How far can a computed band gap be trusted when it is to say what colour of light a crystal absorbs? For the wurtzite crystals below, r2SCAN gives gaps that are too small by about 1 eV, and by 2 eV in ZnO. The whole visible spectrum, from red to violet, spans only about 1.3 eV. An error of this size can therefore change what a crystal is predicted to look like.

Kohn-Sham band gaps of relaxed wurtzite-type crystals (space group P6_3mc), taken over the whole zone and computed with Ansatz 0.2.0 using r2SCAN and plane-wave PAW, scalar-relativistic and without spin polarisation. The plane-wave cutoff is 500 eV and the k mesh, which includes the zone centre, is 12×12×6.

```
formula  structure  band gap (eV)  gap kind  measured gap (eV)  range of the values found  temperature of the measurement (K)                                       method and sample                   source  band gap, less measured (eV)
   CdSe     P6_3mc          1.031    direct               1.72               1.72 to 1.76                          not stated                     UV-Vis-NIR absorption, direct, film       pmc:8232614 (2021)                         -0.69
    SiC     P6_3mc          2.651  indirect               3.03                  one value                          not stated  quoted from earlier experiment, indirect, bulk crystal  arXiv:1806.04908 (2018)                         -0.38
    ZnO     P6_3mc          1.238    direct               3.37                3.37 to 3.4                          not stated        spectroscopic ellipsometry, direct, bulk crystal       pmc:9056824 (2020)                         -2.13
    GaN     P6_3mc          2.351    direct                3.4               3.4 to 3.503                                 300         quoted experimental value, direct, bulk crystal  arXiv:1710.05670 (2017)                         -1.05
    AlN     P6_3mc          4.880    direct               6.05               6.03 to 6.16                          not stated                spectroscopic ellipsometry, direct, film  arXiv:1705.07729 (2017)                         -1.17
```

ZnO shows the consequence most plainly. Its computed gap of 1.24 eV puts the absorption edge near 1000 nm, in the infrared, so that a crystal known to be transparent would be black. The measured edge lies near 370 nm, in the ultraviolet. GaN fares better, yet its edge still moves from the ultraviolet into the green.

SiC looks like the best case, but its comparison is not a fair one. The four-atom cell is the 2H stacking of SiC, while 3.03 eV is the established gap of the 6H stacking, which has the same space group. Against a roughly recalled 3.3 eV for 2H, the shortfall grows from 0.38 to about 0.65 eV. SiC is therefore kept out of the averages and fits.

Theory places the root of the shortfall mainly in exchange. An electron in a filled state does not repel itself, and exact exchange lowers filled states accordingly, whereas an added electron in an empty state feels all the others. A semilocal functional such as r2SCAN works at each point from the density, its gradient and the kinetic-energy density of the orbitals there, and so it captures only part of this distinction. Filled and empty states end up too close together.

In a solid the missing part is weakened by screening, because the other electrons rearrange and shield the interaction. In a crystal that polarises easily, the gap should thus fall short by fewer electronvolts than in one that polarises weakly. If the unscreened loss is taken as the same energy C in every crystal, the simplest estimate is

Δ ≈ C / ε

Here Δ is the measured gap less the computed one, and ε is the optical dielectric constant, which describes the response of the electrons alone. Fitted to CdSe, GaN and AlN with roughly recalled values of ε, C comes out at 5.0 eV, while the three rows taken singly give 4.3 to 5.6 eV. C is not expected to be a true constant, since compact orbitals such as the 2p shell of oxygen lose more exchange than diffuse ones such as the 4p shell of selenium.

SiC, which was not in the fit, serves as a worked case. With ε ≈ 6.6 the estimate gives

Δ ≈ 5.0 eV / 6.6 ≈ 0.76 eV

gap ≈ 2.65 eV + 0.76 eV ≈ 3.4 eV

This is close to the rough 3.3 eV for the 2H crystal. A constant shift fitted to the same three rows describes them less well, as the analysis printed below shows. That advantage comes from CdSe, since GaN and AlN fall short by nearly the same amount. CdSe also has the largest cell and the smallest gap, so a correction tied to size or to the gap itself would be expected to describe the three rows about as well. It is SiC, with a small cell and a wide gap yet a small shortfall, that favours screening, and that test rests on recalled values. The screening picture is thus plausible but not proved.

ZnO breaks both corrections. The screening estimate raises its gap only to 2.6 eV and the constant shift to 2.2 eV, against 3.37 eV measured. ZnO is the only oxide here and polarises least, but what stands out in its levels is a filled d shell close below the valence top. Counting bands at the zone centre places the highest of these levels 4.4 eV below the top, with a further level at 4.1 eV that is expected to mix oxygen p and zinc d, whereas in CdSe and GaN the d levels lie more than 7 eV below it.

Theory explains why this matters. A semilocal functional leaves an electron in a compact d orbital partly repelling itself, which holds the d levels too high. There they mix more strongly with the oxygen p states and push the valence top up, which narrows the gap further. The table can't separate this push from a larger C, which the compact oxygen 2p states are expected to bring. It does show that d levels are not the general cause, since AlN has no filled d shell and still falls short by 1.2 eV.

It is tempting to blame effects that the static calculation leaves out. Spin-orbit coupling, zero-point motion, temperature and exciton binding are all absent, but in these crystals each of them makes the measured value smaller wherever that value contains it. Including them in the calculation would widen the disagreement. In CdSe, a rough allowance for spin-orbit coupling raises the shortfall from 0.7 to about 0.8 eV. The run names of CdSe carry the label pbe, and its cell edge of 4.383 Å is about 2 % longer than the roughly recalled measured 4.3 Å, so the cell probably comes from a different functional. A cell that is too large lowers the computed gap, here probably by something like 0.1 eV, and this affects the row on which the screening fit leans most. The band-edge runs of SiC, ZnO, GaN and AlN also name a special PAW set, while that of CdSe does not. CdSe thus differs from the other rows in this respect too, and the effect on the gaps was not tested.

For practical use, the difference between two gaps is as instructive as the gaps themselves. ZnO and GaN are almost twins in measurement, 0.03 eV apart in the listed values and at most 0.13 eV across their ranges, yet the calculation separates them by 1.1 eV. ZnO and CdSe are neighbours in the calculation, 0.2 eV apart, while their measured gaps differ by 1.65 eV. No smooth correction that knows only the computed gap can sensibly repair both pairs.

r2SCAN is therefore good enough for coarse questions. It finds that the gap is direct in the four crystals with a matching reference, and it correctly puts CdSe at the narrow end and AlN at the wide end. It is not good enough for an absorption edge, a lamp colour or a ranking of similar gaps. The rows are also a selection from which poor matches to measured values were left out, so errors in other crystals may be larger. The measured values were read out of the papers by a program, and a few in a hundred of such values may be wrong or belong to imperfect samples. In similar tetrahedral crystals, with dielectric constants from about 4 to 7 and no d shell close below the valence top, the screening estimate can serve as a first correction, to be trusted to a few tenths of an eV at best. No oxide was in the fit, and for a crystal like ZnO it should not be used.

Finer sampling of the zone is the wrong place to spend effort on this error. The band edges were found at the zone centre and, for the lowest empty state of SiC, at the point K on an edge of the zone, and the mesh contains both points. The remedy is a better treatment of exchange. A hybrid functional mixes in exact exchange, which opens the gap and lowers the d levels, while GW calculates the screened interaction itself. Neither was run here. A common hybrid such as HSE06, with its fixed share of exact exchange, is expected to bring ZnO much closer to experiment but still to leave its gap too small by more than half an electronvolt. ZnO is therefore the crystal on which to test the choice first.

The price of exact exchange can be judged from scaling. The work of a semilocal calculation grows roughly in proportion to the number of k points, whereas exact exchange couples each k point with every other, so its work grows as the square. The present mesh has 864 points before symmetry is used, which makes a hybrid calculation on the same mesh far dearer. Halving the mesh in each direction leaves one eighth of the points and one sixty-fourth of the pairs. A sensible order of work is to relax with r2SCAN, and then to compute the gaps that matter with a hybrid on the coarsest mesh that a convergence test allows and that still contains the band edges. For SiC the number of divisions in the plane must be a multiple of three, or the mesh misses K. Candidates should not be dropped on their r2SCAN gap alone, since a search for transparent crystals would then lose ZnO. GW usually costs more still, because it also needs many empty states.

Numerical output:

```
Shortfall of the computed gap, with SiC held against another polytype:
   row  shortfall_eV  percent_of_measured  shortfall_times_dielectric_constant_eV  computed_edge_nm  measured_edge_nm
  CdSe         0.689                40.06                                   4.272              1203             720.8
   SiC         0.379                12.51                                   2.501             467.7             409.2
   ZnO         2.132                63.26                                   7.888              1001             367.9
   GaN         1.049                30.85                                    5.56             527.4             364.7
   AlN          1.17                19.34                                   5.031             254.1             204.9
fit of lack on 3 rows ((same_crystal == 1) & (shallow_d == 0)): coefficient of inveps 5.023 +/- 0.33; rms 0.0912, worst CdSe 0.121, leave-one-out rms 0.124
  rows outside the fit (model, value, miss): SiC 0.7611, 0.379, 0.382; ZnO 1.358, 2.132, -0.774
fit of lack on 3 rows ((same_crystal == 1) & (shallow_d == 0)): constant 0.9693 +/- 0.14; rms 0.204, worst CdSe 0.28, leave-one-out rms 0.306
  rows outside the fit (model, value, miss): SiC 0.9693, 0.379, 0.59; ZnO 0.9693, 2.132, -1.16
ZnO gap after the screened-exchange correction, eV: 2.596
ZnO gap after the constant shift, eV: 2.207
GaN less ZnO, measured gaps, eV: 0.03
GaN less ZnO, computed gaps, eV: 1.113
ZnO less CdSe, measured gaps, eV: 1.65
ZnO less CdSe, computed gaps, eV: 0.207
Mean shortfall of the four rows with a matching reference, eV: 1.26
SiC shortfall against a rough recalled 2H gap, eV: 0.649
CdSe shortfall with a rough spin-orbit correction, eV: 0.8223
ZnO highest d level below the valence top, eV: 4.38
ZnO lowest d level below the valence top, eV: 5.855
CdSe highest d level below the valence top, eV: 7.424
GaN d levels lie deeper than this below the valence top, eV: 7.192
Points of the full k mesh: 864
```
